In cubic boron nitride the s orbitals of boron weigh most in the lower part of the valence states shown here, and its p orbitals dominate nearer the gap, on both sides of it. At 8.4 eV below the valence top the two have equal densities, while at 4.4 eV below it p is about six times s. The causes are direction and energy. A p orbital points somewhere and an s orbital does not, so the symmetry of the crystal admits s to some electron waves and shuts it out of others. The waves that can use boron s tend to lie lower, because boron 2s is lower in energy than boron 2p.

Density of states of cubic BN (F-43m, a = 3.625 Å, cell relaxed with PAW) projected on the Löwdin s and p orbitals of boron, computed with Ansatz 0.2.0: all-electron LAPW, PBE, scalar-relativistic, no spin polarization, 16 × 16 × 16 k points. Energies are counted from the valence top; the densities use the tetrahedron method with a 0.4 eV window.

```
energy (eV)  s (states/(eV atom))  p (states/(eV atom))
       -8.8                  0.08                  0.11
       -8.4                  0.16                  0.16
       -8.0                  0.12                  0.12
       -7.6                  0.05                  0.07
       -7.2                  0.04                  0.09
       -6.8                  0.05                  0.12
       -6.4                  0.05                  0.12
       -6.0                  0.05                  0.14
       -5.6                  0.05                  0.16
       -5.2                  0.05                  0.20
       -4.8                  0.04                  0.24
       -4.4                  0.04                  0.25
       -4.0                  0.03                  0.24
       -3.6                  0.03                  0.23
       -3.2                  0.02                  0.22
       -2.8                  0.02                  0.21
       -2.4                  0.01                  0.19
       -2.0                  0.01                  0.16
       -1.6                  0.01                  0.10
       -1.2                  0.00                  0.07
       -0.8                  0.00                  0.04
       -0.4                  0.00                  0.02
        0.0                  0.00                  0.00
        0.4                  0.00                  0.00
        0.8                  0.00                  0.00
        1.2                  0.00                  0.00
        1.6                  0.00                  0.00
        2.0                  0.00                  0.00
        2.4                  0.00                  0.00
        2.8                  0.00                  0.00
        3.2                  0.00                  0.00
        3.6                  0.00                  0.00
        4.0                  0.00                  0.00
        4.4                  0.00                  0.00
        4.8                  0.00                  0.02
        5.2                  0.00                  0.04
        5.6                  0.00                  0.06
        6.0                  0.00                  0.07
        6.4                  0.01                  0.09
        6.8                  0.01                  0.12
```

Energy is counted from the valence top, and the columns s and p give the density of states that falls on boron orbitals of each kind. Each entry is a product of two things, the number of states at that energy and the average share of them that sits on the orbital:

s = N × w(s)
p = N × w(p)
s/p = w(s)/w(p)

Here N is the number of states per eV and w is the share. A high entry can therefore mean many states or a large share, but the ratio of the two columns no longer contains N and shows only how the composition changes.

Summed over the three lowest rows, s is 0.92 of p. From -7.6 to -5.2 eV it is 0.38, and from -4.8 to -2.8 eV only 0.13. Boron thus changes its character on the way up, whatever the number of states does. The exact shares depend on the orbitals used for the projection, so equal entries do not prove an exactly even mixture, but the same orbitals serve in every row and the large fall stands.

Chemistry gives the first half of the explanation. The upper valence bands of this compound are mainly nitrogen 2p, and boron takes part as the bonding partner. In the free boron atom 2s lies well below 2p. A nitrogen p wave that can bond with the low boron s orbital therefore tends to end up lower than one that has only boron p to bond with.

Symmetry gives the second half, because it decides which waves can use boron s. Consider an electron wave that travels along a cube edge or a body diagonal of the crystal. Of the three nitrogen p orbitals one points along the path and two point across it. The one along the path can mix with boron s, while the two across it can mix only with boron p. In other directions the separation is less strict, but a pattern of one band with much s and two with little can be expected to remain.

The rows from -8.8 to -8.0 eV show the first kind of band on its own. According to the band energies of the same calculation, the lowest of the three upper valence bands starts at -10.6 eV and the next one only at -7.6 eV. The lowest point lies at L, where the body diagonal meets the zone boundary. Boron s and the boron p orbital along that diagonal have the same symmetry there, so both can enter the same state, and the table finds both in this band.

The peak at -8.4 eV is probably for the most part a matter of counting, though the table has no column for N. Where a band runs flat, many states share nearly the same energy, and every orbital that takes part in the band gains height at once. This would explain why s and p peak in the same row and fall together afterwards. The peak alone is therefore no evidence that boron binds by a special mechanism at this energy.

The first row is slightly irregular, since its s is clearly below its p although it is the lowest row shown. Symmetry says which orbitals may mix, not in what proportion, so the share of s need not fall steadily from the bottom of a band upwards. A possible reason is that the next rows include states near X, the zone-boundary point along a cube edge. There a nitrogen p wave along the edge can take up boron s but not the boron p orbital along the edge, which would raise the share of s. That these states fall in just those rows is an assumption, since the table does not separate the regions of the zone.

At -7.6 eV both columns have dropped, s to 0.05 and p to 0.07. The second band is only just beginning there, and the flat stretch of the lowest band has probably been passed. The dip is then mainly a shortage of states between two groups, though a smaller share of boron could add to it. The small step in s at the next row is of the size of the rounding and needs no cause.

Between -7.6 and -4.4 eV the two columns part company. The p density grows 3.6-fold, while s stays almost where it was. If the crystal merely had more states of the same composition at the higher energy, s would have grown by the same factor. The added states must therefore be rich in boron p and poor in boron s.

The band energies show where they come from. The second upper band begins at -7.6 eV and the third at -6.4 eV, just where p starts its climb. Along cube edges and body diagonals these are the bands whose nitrogen p orbitals point across the direction of travel, so they bond with boron p and take no boron s. In other directions some s is allowed, but the table shows that it stays small. The broad maximum near -4.4 eV is the region where they supply many states; its neighbours are so close in height that the exact row of the maximum has no special meaning.

From there to the valence top p falls to 0.00, and s fades even earlier. It would be wrong to conclude that boron takes no part in the highest valence states. The ratio of s to p does fall further, to 0.05 when the rows from -2.4 eV upwards are summed, but the loss of p itself has to do with N, the number of states, which vanishes at a band edge. The two columns approach zero for partly different reasons.

For s, the reason lies in the state at the very top. It is a threefold level at Γ, the centre of the zone, where the wave has the same phase in every cell. All nitrogen p orbitals then point the same way, so a boron atom sees positive lobes on one side and negative lobes on the other. Their overlap with a round boron s orbital cancels exactly. A boron p orbital changes sign from one side to the other as well, so its overlap survives.

For p, the simplest estimate treats the valence top as a parabola. The number of waves up to a given wave number grows as its cube, and the depth below the top grows as its square, so the density of states grows as the square root of the depth. If the share of boron p stays constant, the entry at -0.8 eV predicts the one at -2.0 eV:

p(-2.0 eV) ≈ 0.04 × √(2.0/0.8) ≈ 0.06 states/(eV atom)

The table has 0.16, about 2.5 times as much. Rounding of the small starting value cannot close such a gap. The square-root law explains why the density must vanish at the edge, but it fails within 2 eV of it.

The failure fits what bands do away from Γ. A parabola would go on falling ever more steeply, whereas a real band has to level off towards the zone boundary, and levelling off packs more states into each eV. A growing share of boron p could add to the effect, and the table does not separate the two. In this compound, then, a parabola set at the top of the valence band should not be used to estimate the boron p density 2 eV below it.

The zeros above the valence top mark the gap, but they do not measure it. The band edges put it at 4.46 eV, from Γ to X. The row at 4.4 eV already includes the lower edge of the empty states, yet so few of them that the entry rounds to zero, and the first visible density comes at 4.8 eV. Someone who needs the gap should start from band edges, not from the first nonzero entry of such a table, and should also remember that PBE underestimates the real gap.

In the empty states p rises from 0.02 to 0.12 by the last row, while s never exceeds 0.01. The symmetry at X explains how the lower edge of these states can be so one-sided. There the wave changes sign between the two nitrogen neighbours above a boron atom and the two below it. The s orbitals of these neighbours then match the sign change of a boron p orbital along the cube edge, whereas their p orbitals along the same edge match a boron s orbital. A state at X can therefore hold boron s or boron p, but not both.

The table indicates that the lowest empty state is of the p kind, and the orbital energies make this plausible. The low empty states are antibonding partners of filled ones, each pushed up by the nitrogen orbital it mixes with. Boron s is pushed up strongly, because nitrogen 2p lies close to it in energy. The boron p orbital along the edge meets nitrogen 2s, which lies much deeper and pushes less. The p state can thus end up lower, although boron s started below boron p in the atom.

The antibonding states with boron s have to appear somewhere, and at Γ the band energies suggest where. The lowest empty level there is threefold, as a p level should be, and lies 8.8 eV above the valence top. The next level follows at 10.2 eV. It is probably the single level that symmetry opens to s, though the list of computed bands ends there and cannot prove that it is single. Both are beyond the last row, so the near absence of s holds for the lower edge of the empty states and not for all of them.

The table is cut off at the bottom too. The lowest upper valence band continues below the first row, and a further band, mainly nitrogen 2s, ends at -14.3 eV and also contains some boron. Adding up a column would therefore not give the number of s or p electrons on boron. A projected density of this kind is best read in three steps: take the ratio of the columns to find the composition, use the heights to see where states are plentiful, and take the edges from the band energies.
